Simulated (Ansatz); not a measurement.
## [BNH4]− (SMILES [BH2-]N): the energy, rung by rung

The species is [BNH4]− (6 atoms), meant as a doublet with charge -1. SMILES: `[BH2-]N`. Geometry: relaxed at GFN2-xTB.

```xyz
6

B    -0.4092   -0.6844    0.1812
N    -0.1751    0.8689    0.0985
H     0.6202   -1.3231    0.5739
H    -0.8077   -1.1319   -0.9153
H     0.2962    1.1340   -0.7764
H     0.4756    1.1365    0.8381
```

Each level gives the energy change with the B1–H3 bond stretched from 1.274 to 2.547 Å (eV). The values are calculated.

```json
{"level": "USVWN5/STO-3G", "kind": "LDA", "program": "Ansatz", "value (eV)": "4.23", "less FCI/STO-3G": "-0.41"}
{"level": "UB3LYP/STO-3G", "kind": "global hybrid", "program": "Ansatz", "value (eV)": "4.14", "less FCI/STO-3G": "-0.50"}
{"level": "UCAM-B3LYP/STO-3G", "kind": "range-separated hybrid", "program": "Ansatz", "value (eV)": "4.47", "less FCI/STO-3G": "-0.17"}
{"level": "UB2PLYP/STO-3G", "kind": "double hybrid", "program": "Ansatz", "value (eV)": "4.52", "less FCI/STO-3G": "-0.12"}
{"level": "UMP2/STO-3G", "kind": "perturbation theory", "program": "Ansatz", "value (eV)": "5.17", "less FCI/STO-3G": "+0.53"}
{"level": "UCCSD/STO-3G", "kind": "coupled cluster or CI", "program": "Ansatz", "value (eV)": "4.72", "less FCI/STO-3G": "+0.08"}
{"level": "UCCSDT/STO-3G", "kind": "coupled cluster or CI", "program": "Ansatz", "value (eV)": "4.63", "less FCI/STO-3G": "-0.01"}
{"level": "FCI/STO-3G", "kind": "exact in the basis", "program": "Ansatz", "value (eV)": "4.64", "less FCI/STO-3G": "0.00"}
```

FCI/STO-3G is exact within its basis and frozen core, so for wave-function methods in that basis the difference is their error; functionals converge differently with the basis, so for them it is only a difference. Sets without diffuse functions describe the anion poorly. The first shape isn't each level's own minimum. The values span 4.14 to 5.17 eV. Spin contamination of the reference (⟨S²⟩ at least 0.1 too high) touches UCAM-B3LYP/STO-3G, UB2PLYP/STO-3G, UMP2/STO-3G, UCCSD/STO-3G, UCCSDT/STO-3G. All rows use very small basis sets, so even the best lies far from the true value.

Within the wave-function series, the main error lies in UMP2, which makes the B–H stretch too costly by 0.53 eV. Coupled cluster removes most of this: UCCSD is still 0.08 eV too high, while UCCSDT falls within 0.01 eV of FCI. As the bond lengthens, the σ and σ* orbitals approach each other in energy and their electrons become strongly correlated. Second-order perturbation theory on an unrestricted reference typically recovers too little of that correlation at the stretched geometry, whereas the cluster expansion treats the key excitations to infinite order. The small remaining change from UCCSD to UCCSDT suggests that connected triples matter, but only modestly at this extension.

The functionals all lie below FCI, yet not in order of sophistication: UB3LYP gives a lower value than the LDA, and the closeness of UB2PLYP to FCI doesn't establish its accuracy. A single stretched point gives neither the dissociation energy nor whether the departing hydrogen would leave as an atom or as hydride.
